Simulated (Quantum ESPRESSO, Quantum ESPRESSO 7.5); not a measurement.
# Bulk modulus of MgB2: PBEsol and other density functionals against compression and ultrasound

## Reference data

The reference is a bulk modulus of 151 GPa from powder diffraction in a diamond anvil cell, quoted second-hand in "Elastic properties of hot isostatically pressed magnesium diboride" (2003, arXiv:cond-mat/0212585). The same source mentions another compression study with 120 GPa, and gives 143.9 GPa from resonant ultrasound on its densest polycrystal. A closely related value, 142.5 GPa, comes from "Bulk Magnesium Diboride, Mechanical and Superconducting Properties" (2002, arXiv:cond-mat/0212543), apparently for the same sample. Room-temperature synchrotron diffraction in helium gave 155 ± 10 GPa, with the pressure derivative fixed at 4, in "Raman spectrum and lattice parameters of MgB2 as a function of pressure" (2001, arXiv:cond-mat/0104042). Compression yields an isothermal modulus, ultrasound an adiabatic one, and the latter also feels pores and impurity phases.

| compared with | measured | source's wording or label | T (K) | method |
| --- | --- | --- | --- | --- |
| B (GPa) | 155 ± 10 | 155 ± 10 GPa | room temperature | synchrotron x-ray diffraction in diamond anvil cell, equation of … |
| B (GPa) | 142.5 | isotropic polycrystalline aggregate, from measured C11 and C44 | – | resonant ultrasound spectroscopy |
| B (GPa) | 151 | bulk modulus from compression | – | X-ray powder diffraction in diamond anvil cell * |
| B (GPa) | 143.9 | isotropic polycrystalline bulk modulus, densest sample I-1 | – | resonant ultrasound spectroscopy |

Where a quantity has several values, deviations refer to the one marked *.

Conditions are those given with the value in the passage it was taken from; "not stated" means there, and the paper may say more elsewhere. The values are a selection: others may have been left out beforehand as unlike or outlying.

## Method

We want the cheapest level of theory that gives the bulk modulus of MgB2 within 5 % of the 151 GPa reference, that is, within about 8 GPa. We chose this target because common density functionals often differ among themselves by about that much in a modulus, so it can tell a suitable functional from an unsuitable one, and because an error of that size is still harmless when pressures are converted into volume changes.

The model is the perfect, nonmagnetic three-atom cell. Cell and atoms are relaxed at +2 and −2 GPa, and the modulus follows from the two volumes. This is a static lattice; zero-point motion and warming normally soften a crystal, roughly by a few per cent here, so a sound static value should lie somewhat above a room-temperature isothermal one.

We begin with a semilocal functional on a light k mesh, then refine the mesh, since MgB2 is a metal and its stress depends on how the Fermi surface is sampled. Cutoff and potentials are checked at the level that is to carry the verdict, and other functionals are brought in where the results call for them.

System: MgB2 (magnesium diboride), hexagonal MgB2 (AlB2 type); P6/mmm (No. 191), 3 atoms in the primitive cell; the database structure is a diffraction structure: a = 3.085 Å, c = 3.523 Å; structure from the Crystallography Open Database.

## 1. PBEsol on a light k mesh

PBEsol was built for the equilibrium properties of solids and costs no more than any other semilocal functional, which makes it a sensible first choice. We start with a 9×9×6 mesh to get a first modulus cheaply, and expect it to be near the reference, with the sampling still to be tested.

**Run 1.** Quantum ESPRESSO 7.5: PBEsol, GBRV ultrasoft potentials, cell and atoms relaxed from the database structure, cutoff 45 Ry (density 360 Ry), 9x9x6 k mesh, Marzari-Vanderbilt smearing 0.14 eV; bulk modulus from relaxations at +2 and -2 GPa.

Key lines of the input:
```
! potential files: GBRV ultrasoft potentials, made for PBEsol
&control
  calculation = 'vc-relax'
  forc_conv_thr = 2.0d-4
  etot_conv_thr = 1.0d-5
  nstep = 60
/
&system
  nat = 3
  ntyp = 2
  ecutwfc = 45
  ecutrho = 360
  nbnd = 15
  occupations = 'smearing'
  smearing = 'mv'
  degauss = 0.01029
/
&electrons
  conv_thr = 1.0d-8
  electron_maxstep = 100
  mixing_beta = 0.4
/
&ions
/
&cell
  press = -20
  press_conv_thr = 0.2
/
ATOMIC_SPECIES
  Mg 24.305 Mg.upf
  B 10.810 B.upf
[... cell and positions ...]
K_POINTS automatic
  9 9 6 0 0 0
```

Command:
```
OMP_NUM_THREADS=1 mpirun -n 8 pw.x -nk 8 -in minus.in > minus.out
```

Selected lines of the output:
```
     number of k points=    48  Marzari-Vanderbilt smearing, width (Ry)=  0.0103
          total   stress  (Ry/bohr**3)                   (kbar)     P=      -20.16
CELL_PARAMETERS (angstrom)
   3.074061394   0.000000000  -0.000000000
  -0.000000000   0.000000000   3.526776340
```

Converged; 23 s on 8 cores of AMD EPYC 7B13 (Zen 3), shared host.

| quantity | run 1 | measured | deviation |
| --- | --- | --- | --- |
| B (GPa) | 146.7 | 151 | −4.3 (−2.9 %) |
| conventional cell volume (Å³) | 28.46 |  |  |

The first modulus, 146.7 GPa, lies 2.9 % below the reference and inside the target. This can't be judged yet, because the two volumes behind it differ only slightly and a coarse mesh can shift each of them on its own.

The cell is somewhat small in the plane: even under 2 GPa of tension the a axis is 3.074 Å, against 3.085 Å in the diffraction structure from which the relaxation started.

## 2. Denser k meshes for PBEsol

We keep everything else fixed and refine the mesh in two steps, to 12×12×10 and then 18×18×12. Two steps show whether the modulus settles, which a single one could not, and the light run was short enough to make both affordable. We expect changes of a few GPa at most, which would still matter, as the present value is only about 3 GPa above the lower edge of the target.

**Run 2.** Quantum ESPRESSO 7.5: PBEsol, GBRV ultrasoft potentials, cell and atoms relaxed from the database structure, cutoff 45 Ry (density 360 Ry), 12x12x10 k mesh, Marzari-Vanderbilt smearing 0.14 eV; bulk modulus from relaxations at +2 and -2 GPa.

Key lines of the input, as changed from run 1:
```diff
  K_POINTS automatic
-   9 9 6 0 0 0
+   12 12 10 0 0 0
```

Selected lines of the output:
```
          total   stress  (Ry/bohr**3)                   (kbar)     P=      -20.11
CELL_PARAMETERS (angstrom)
   3.078049015  -0.000000000   0.000000000
  -0.000000000  -0.000000000   3.511454653
```

Converged; 35 s on the same hardware.

**Run 3.** Quantum ESPRESSO 7.5: PBEsol, GBRV ultrasoft potentials, cell and atoms relaxed from the database structure, cutoff 45 Ry (density 360 Ry), 18x18x12 k mesh, Marzari-Vanderbilt smearing 0.14 eV; bulk modulus from relaxations at +2 and -2 GPa.

Key lines of the input, as changed from run 1:
```diff
  K_POINTS automatic
-   9 9 6 0 0 0
+   18 18 12 0 0 0
```

Selected lines of the output:
```
CELL_PARAMETERS (angstrom)
   3.076094657  -0.000000000  -0.000000000
  -0.000000000  -0.000000000   3.518796743
```

Converged; 62 s on the same hardware.

| quantity | run 2 | run 3 | measured |
| --- | --- | --- | --- |
| B (GPa) | 147.4 | 147.5 | 151 |
| conventional cell volume (Å³) | 28.41 | 28.43 |  |

The modulus rises by 0.7 GPa from the first mesh to the second and by only 0.1 GPa from the second to the third. At 147.5 GPa on the densest mesh it is 2.3 % below the reference, so sampling doesn't endanger the result at the level of our target.

The shape of the cell is more sensitive than the modulus. Under the same tension the c axis goes from 3.527 to 3.511 and back to 3.519 Å, while a moves the opposite way, so that much of the change cancels in the volume. For the separate axial compressibilities we would therefore want a further mesh test; for the bulk modulus the 12×12×10 mesh is good enough.

## 3. Cutoff and potentials at the PBEsol level

Next we check the basis and the description of the cores. We raise the cutoff to 58 Ry with the same potentials, and separately replace them by norm-conserving PseudoDojo ones at 84 Ry, both on the 12×12×10 mesh so that the 147.4 GPa found there is the value to compare with. We expect both to agree with it within 1 or 2 GPa; a shift of about 4 GPa downwards would take PBEsol out of the target.

**Run 4.** Quantum ESPRESSO 7.5: PBEsol, GBRV ultrasoft potentials, cell and atoms relaxed from the database structure, cutoff 58 Ry (density 464 Ry), 12x12x10 k mesh, Marzari-Vanderbilt smearing 0.14 eV; bulk modulus from relaxations at +2 and -2 GPa.

Key lines of the input, as changed from run 2:
```diff
  &system
-   ecutwfc = 45
-   ecutrho = 360
+   ecutwfc = 58
+   ecutrho = 464
```

Selected lines of the output:
```
          total   stress  (Ry/bohr**3)                   (kbar)     P=      -20.01
CELL_PARAMETERS (angstrom)
  -0.000000000   0.000000000   3.511294417
```

Converged; 52 s on the same hardware.

**Run 5.** Quantum ESPRESSO 7.5: PBEsol, PseudoDojo norm-conserving potentials, cell and atoms relaxed from the database structure, cutoff 84 Ry, 12x12x10 k mesh, Marzari-Vanderbilt smearing 0.14 eV; bulk modulus from relaxations at +2 and -2 GPa.

Key lines of the input, as changed from run 2:
```diff
- ! potential files: GBRV ultrasoft potentials, made for PBEsol
+ ! potential files: PseudoDojo norm-conserving potentials, made for PBEsol
  &system
-   ecutwfc = 45
-   ecutrho = 360
+   ecutwfc = 84
```

Selected lines of the output:
```
          total   stress  (Ry/bohr**3)                   (kbar)     P=      -19.93
```

Converged; 67 s on the same hardware.

| quantity | run 4 | run 5 | measured |
| --- | --- | --- | --- |
| B (GPa) | 147.5 | 147.3 | 151 |
| conventional cell volume (Å³) | 28.41 | 28.48 |  |

Neither change matters for the modulus. The higher cutoff gives 147.5 GPa and the norm-conserving potentials 147.3 GPa, against 147.4 GPa before. The second potential set enlarges the cell slightly, from 28.41 to 28.48 Å³, without altering its stiffness noticeably. The shortfall of about 2.4 % against the reference therefore doesn't come from the cutoff or the choice of potentials.

## 4. PBE and LDA for comparison

PBEsol meets the target, but a static modulus should lie somewhat above a room-temperature one, and ours lies below the reference. We therefore want to know how much the functional itself matters. PBE and LDA cost about as much per step, and we run both with the settings of the 12×12×10 PBEsol calculation. PBE usually gives softer solids and LDA stiffer ones, so we expect them to fall on either side of PBEsol.

**Run 6.** Quantum ESPRESSO 7.5: PBE, GBRV ultrasoft potentials, cell and atoms relaxed from the database structure, cutoff 45 Ry (density 360 Ry), 12x12x10 k mesh, Marzari-Vanderbilt smearing 0.14 eV; bulk modulus from relaxations at +2 and -2 GPa.

Key lines of the input, as changed from run 2:
```diff
- ! potential files: GBRV ultrasoft potentials, made for PBEsol
+ ! potential files: GBRV ultrasoft potentials, made for PBE
```

Selected lines of the output:
```
CELL_PARAMETERS (angstrom)
   3.087918501  -0.000000000  -0.000000000
  -0.000000000   0.000000000   3.537829376
```

Converged; 35 s on the same hardware.

**Run 7.** Quantum ESPRESSO 7.5: LDA, GBRV ultrasoft potentials, cell and atoms relaxed from the database structure, cutoff 45 Ry (density 360 Ry), 12x12x10 k mesh, Marzari-Vanderbilt smearing 0.14 eV; bulk modulus from relaxations at +2 and -2 GPa.

Key lines of the input, as changed from run 2:
```diff
- ! potential files: GBRV ultrasoft potentials, made for PBEsol
+ ! potential files: GBRV ultrasoft potentials, made for LDA
```

Selected lines of the output:
```
CELL_PARAMETERS (angstrom)
   3.051452844   0.000000000  -0.000000000
  -0.000000000   0.000000000   3.469111484
```

Converged; 32 s on the same hardware.

| quantity | run 6 | run 7 | measured |
| --- | --- | --- | --- |
| B (GPa) | 143.7 | 155.4 | 151 |
| conventional cell volume (Å³) | 28.80 | 27.60 |  |

The functional matters far more than the changes of mesh, cutoff and potentials made above. PBE gives 143.7 GPa and LDA 155.4 GPa, on either side of PBEsol as we had expected. All three are within 5 % of the reference, but PBE, at about 4.8 % below, passes so narrowly that the margin carries no weight.

LDA, 2.9 % above the reference, is about as close to it as PBEsol, but at a cell that is clearly too small. Even under 2 GPa of tension its a and c axes are about 1 % and 1.5 % shorter than in the diffraction structure. The modulus falls as the computed cell grows, from LDA through PBEsol to PBE, so part of LDA's stiffness probably belongs to its overbinding.

We stop here with PBEsol as the working level. Its modulus has held under changes of mesh, cutoff and potentials, and the spread among the measurements is too wide for a finer choice between functionals.

## Comparison with experiment

| run | settings | B (GPa) | deviation | cost |
| --- | --- | --- | --- | --- |
| 1 | PBEsol, GBRV ultrasoft potentials, cutoff 45 Ry (density 360 Ry), 9x9x6 k mesh | 146.7 | −4.3 (−2.9 %) | 3 core-min |
| 2 | PBEsol, GBRV ultrasoft potentials, cutoff 45 Ry (density 360 Ry), 12x12x10 k mesh | 147.4 | −3.6 (−2.4 %) | 4.7 core-min |
| 3 | PBEsol, GBRV ultrasoft potentials, cutoff 45 Ry (density 360 Ry), 18x18x12 k mesh | 147.5 | −3.5 (−2.3 %) | 8.3 core-min |
| 4 | PBEsol, GBRV ultrasoft potentials, cutoff 58 Ry (density 464 Ry), 12x12x10 k mesh | 147.5 | −3.5 (−2.3 %) | 6.9 core-min |
| 5 | PBEsol, PseudoDojo norm-conserving potentials, cutoff 84 Ry, 12x12x10 k mesh | 147.3 | −3.7 (−2.4 %) | 8.9 core-min |
| 6 | PBE, GBRV ultrasoft potentials, cutoff 45 Ry (density 360 Ry), 12x12x10 k mesh | 143.7 | −7.3 (−4.8 %) | 4.7 core-min |
| 7 | LDA, GBRV ultrasoft potentials, cutoff 45 Ry (density 360 Ry), 12x12x10 k mesh | 155.4 | +4.4 (+2.9 %) | 4.2 core-min |
|  | measured | 151 |  |  |

Further runs on the same system, made beside this series (convergence steps with loose settings among them):

| further | settings | B (GPa) | deviation | cost |
| --- | --- | --- | --- | --- |
| F1 | vdW-DF-cx, GBRV ultrasoft potentials, cutoff 45 Ry (density 360 Ry), 12x12x10 k mesh, PBE files | 144.7 | −6.3 (−4.2 %) | 10 core-min |
| F2 | rVV10, GBRV ultrasoft potentials, cutoff 45 Ry (density 360 Ry), 12x12x10 k mesh, PBE files | 141.0 | −10.0 (−6.6 %) | 7.7 core-min |
| F3 | rev-vdW-DF2, GBRV ultrasoft potentials, cutoff 45 Ry (density 360 Ry), 12x12x10 k mesh, PBE files | 144.8 | −6.2 (−4.1 %) | 11 core-min |
| F4 | Wu-Cohen GGA, GBRV ultrasoft potentials, cutoff 45 Ry (density 360 Ry), 12x12x10 k mesh, PBE files | 146.7 | −4.3 (−2.9 %) | 5.8 core-min |
| F5 | PBE+D3(BJ), GBRV ultrasoft potentials, cutoff 45 Ry (density 360 Ry), 12x12x10 k mesh | 151.0 | +0.0 (+0.0 %) | 7.8 core-min |
| F6 | PBEsol+D3(BJ), GBRV ultrasoft potentials, cutoff 45 Ry (density 360 Ry), 12x12x10 k mesh | 153.7 | +2.7 (+1.8 %) | 7.8 core-min |
| F7 | BLYP, GBRV ultrasoft potentials, cutoff 45 Ry (density 360 Ry), 12x12x10 k mesh, PBE files | 136.4 | −14.6 (−9.7 %) | 6.2 core-min |
| F8 | revPBE, GBRV ultrasoft potentials, cutoff 45 Ry (density 360 Ry), 12x12x10 k mesh, PBE files | 139.5 | −11.5 (−7.6 %) | 5.7 core-min |
| F9 | PBEsol, GBRV ultrasoft potentials, cutoff 31 Ry (density 248 Ry), 12x12x10 k mesh | 163.1 | +12.1 (+8.0 %) | 3.2 core-min |
|  | measured | 151 |  |  |

## Discussion

PBEsol meets the 5 % target. On the 12×12×10 mesh it gives a bulk modulus of 147.4 GPa, 2.4 % below the reference of 151 GPa, for 4.7 core-minutes. The 9×9×6 mesh, at 3 core-minutes, would already have sufficed, but only the denser meshes could show that.

Mesh, higher cutoff and a second set of potentials moved the PBEsol modulus by less than 1 GPa. The cutoff can't be lowered freely, though: at 31 Ry the modulus rises to 163.1 GPa and misses the target. Once the cutoff is adequate, the functional matters more than these settings, with 11.7 GPa between PBE and LDA. The smearing width is the same throughout, so its effect is not shown in this report.

The comparison sets a static lattice against a measured crystal. Zero-point motion and warming would probably lower our value by a few per cent, which widens the shortfall and could use up most or all of the remaining margin. The pass therefore holds for the static modulus as computed; a corrected value would probably lie closer to the ultrasonic 143.9 GPa.

Adding D3 dispersion raises the modulus by 6 to 7 GPa. PBE+D3 then matches the reference exactly, but we count this as chance, since the static value leaves no room for softening. PBEsol+D3, at 153.7 GPa, does leave some. That is no strong argument for the correction, though. Its pairwise terms leave out screening by the conduction electrons, and magnesium that has given up much of its charge is less polarisable than the neutral atom, so D3 may well overstate the attraction here. Three functionals with nonlocal correlation, vdW-DF-cx, rev-vdW-DF2 and rVV10, give only 141 to 145 GPa, but they also differ in exchange and were run with potentials made for PBE, so they don't isolate the effect of dispersion.

The reference is itself second-hand, and the compression values cited range from 120 to 155 GPa. A firmer ranking of functionals would need a better-established experimental modulus and a calculation of the thermal and zero-point softening.

[Logs are printed without paths, hosts, clocks, repeated set-up lines and the standing remarks that a program may print on its own settings, such as how far it seeks lower states.]

[The runs shown are a pick from a larger set of finished runs; failed, doubtful and other runs were left out of it ahead of writing. So were measured values far from every level or from commonly accepted values, and agreement can look better than it is. Lines of input and output are excerpts and may be shortened.]
